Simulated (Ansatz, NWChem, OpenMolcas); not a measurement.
## A ladder of methods for InNH2Cl (SMILES [NH2][In][Cl])

The species is InNH2Cl (5 atoms), meant as a doublet with charge 0. SMILES: `[NH2][In][Cl]`. The shape is that of a PBE0-D4/def2-TZVP optimisation. This is one conformer, not always the lowest.

Quantity: the vertical ionisation energy (to the singlet cation), in eV. The values are calculated.

```json
{"level": "UHF/def2-SVP (core potential)", "kind": "Hartree–Fock", "program": "OpenMolcas", "value (eV)": "8.24", "less CCSD(T)/def2-SVP": "+0.29", "CPU time (all runs)": "9.1 s"}
{"level": "U-revPBE/def2-SVP (core potential)", "kind": "GGA", "program": "Ansatz", "value (eV)": "8.16", "less CCSD(T)/def2-SVP": "+0.21", "CPU time (all runs)": "13 s"}
{"level": "UPBE/def2-SVP (core potential)", "kind": "GGA", "program": "NWChem", "value (eV)": "8.21", "less CCSD(T)/def2-SVP": "+0.26", "CPU time (all runs)": "72 s"}
{"level": "UM06-L/def2-SVP (core potential)", "kind": "meta-GGA", "program": "OpenMolcas", "value (eV)": "8.21", "less CCSD(T)/def2-SVP": "+0.26", "CPU time (all runs)": "52 s"}
{"level": "UB3LYP/def2-SVP (core potential)", "kind": "global hybrid", "program": "NWChem", "value (eV)": "8.41", "less CCSD(T)/def2-SVP": "+0.46", "CPU time (all runs)": "58 s"}
{"level": "UPBE0/def2-SVP (core potential)", "kind": "global hybrid", "program": "Ansatz", "value (eV)": "8.44", "less CCSD(T)/def2-SVP": "+0.49", "CPU time (all runs)": "17 s"}
{"level": "RPA@PBE0/def2-SVP (core potential)", "kind": "RPA", "program": "Ansatz", "value (eV)": "8.07", "less CCSD(T)/def2-SVP": "+0.12", "CPU time (all runs)": "26 s"}
{"level": "UCCSD(T)/def2-SVP (core potential)", "kind": "coupled cluster or CI", "program": "Ansatz", "value (eV)": "7.95", "less CCSD(T)/def2-SVP": "0.00", "CPU time (all runs)": "41 s"}
```

UCCSD(T)/def2-SVP (core potential) is the highest level here, not the true value. Spin-orbit coupling is left out. The values span 7.95 to 8.44 eV. In the correlated wave-function rows the outer d shell of In is correlated, in sets not made for it. Times are those of the runs behind each value, whatever else they computed, on shared processors of several kinds: orders of magnitude only.

Every other method places the ionisation energy above the coupled-cluster value of 7.95 eV, with RPA closest and the two global hybrids furthest away. The electron removed is probably the unpaired one in an In 5s/5p hybrid orbital, so ionisation takes formal In(II) to closed-shell In(III).

Exact exchange alone doesn't order the results: PBE0 lies above PBE, yet Hartree–Fock falls back to 8.24 eV, almost level with PBE. That near-agreement says little about shared accuracy, since the two treat exchange and correlation quite differently.

Hartree–Fock lying above coupled cluster is notable, because losing an electron usually costs correlation energy and the mean-field value then comes out too low. Here the cation seems to gain more from correlation than the radical does. Stronger mixing of nitrogen and chlorine lone pairs with the emptied In orbital is one possible reason, an uneven description of In 4d correlation another.

The adiabatic threshold should be lower, as a two-coordinate In(III) cation favours a more linear frame than the radical.
